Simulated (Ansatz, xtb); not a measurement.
Relative energy of two isomers of C5H10Si

Structure a: `C#CC[C@@H](C)[SiH3]`, a singlet. Structure b: `C#CC(C)(C)[SiH3]`, a singlet. Both are isolated molecules in the gas phase, relaxed with PBE0-D3(BJ)/def2-SVP, each in the lowest conformer that the search found.

Energies in hartree; the thermal terms are from GFN2-xTB frequencies at re-optimised GFN2-xTB minima (ideal gas, soft modes damped towards free rotors, one conformer each, 298.15 K, 1 atm) and include the zero-point energy:

```
                              a           b
E, CCSD(T)/def2-SVP  −484.678321  −484.681648
    E, MP2/def2-SVP  −484.577331  −484.581774
  E, MP2/def2-TZVPP  −485.063086  −485.067760
  zero-point energy     0.125168     0.124652
       H(298 K) − E     0.134965     0.134695
       G(298 K) − E     0.092325     0.092133
```

**Question.** Correct the CCSD(T) difference for the basis set by the MP2 change, then work out ΔE, ΔE₀, ΔH and ΔG for a → b in kcal/mol (1 Eh = 627.51 kcal/mol) and the equilibrium ratio [b]/[a].

**Answer.** 1. Differences b − a: CCSD(T) −0.003327, MP2 in the small set −0.004443, MP2 in the large set −0.004674 Eh.
2. ΔE = −0.003327 + (−0.004674 − (−0.004443)) = −0.003558 Eh = −2.23 kcal/mol.
3. ΔE₀ = ΔE + ΔZPE = −0.003558 + (−0.000516) Eh = −2.56 kcal/mol.
4. ΔH = ΔE + (−0.000270) Eh = −2.40 kcal/mol.
5. ΔG = ΔE + (−0.000192) Eh = −2.35 kcal/mol, so ΔS = (ΔH − ΔG)/T = −0.7 J/(mol K).
6. kT = 0.9442 mEh, so K = [b]/[a] = exp(−ΔG/kT) = exp(+3.97) ≈ 53.

Structure b is favoured at this temperature. An error of 1 kcal/mol in ΔG would change K by a factor of 5.4. HF/STO-3G, HF/def2-SVP found them nearly level. Mirror images and further conformers aren't counted.

As drawn, both hold the same kinds of bond in the same numbers. Structure a has 1 methyl group, b 2.

Other levels gave ΔE = −1.7 (GFN2-xTB); −0.4 (HF/STO-3G, GFN2-xTB geometries); −1.6 (r2SCAN-D4/def2-SVP, GFN2-xTB geometries); −1.2 (PBE0-D3(BJ)/def2-SVP); −0.4 (HF/def2-SVP); −2.8 (MP2/def2-SVP); −2.1 (CCSD(T)/def2-SVP) kcal/mol. The correlated steps freeze 10 core orbitals. Programs: Ansatz 0.2.0, xtb 6.7.1.

The branched isomer b, with silyl and ethynyl on the same quaternary carbon, lies lower at every level listed, though Hartree–Fock leaves only −0.4 kcal/mol of the preference. Since the bond types match, the difference comes from how the groups are arranged. Gathering four substituents on one carbon creates more 1,3-contacts between heavy atoms, and the medium-range correlation attraction across them probably outweighs the added crowding, as in branched alkanes. Hyperconjugation between the C–Si bond and the alkyne π system, which is direct only in b, may help, but the near-tie at Hartree–Fock suggests that it isn't the main source of the gap.

MP2 exaggerates the preference relative to CCSD(T) in the same basis, while the thermal terms change it little, so the equilibrium bias is essentially electronic. The sign is therefore better supported than the exact ratio. That ratio describes thermodynamic preference only: interconversion requires breaking and remaking strong σ bonds, so a synthesised sample would normally reflect its route rather than this equilibrium.
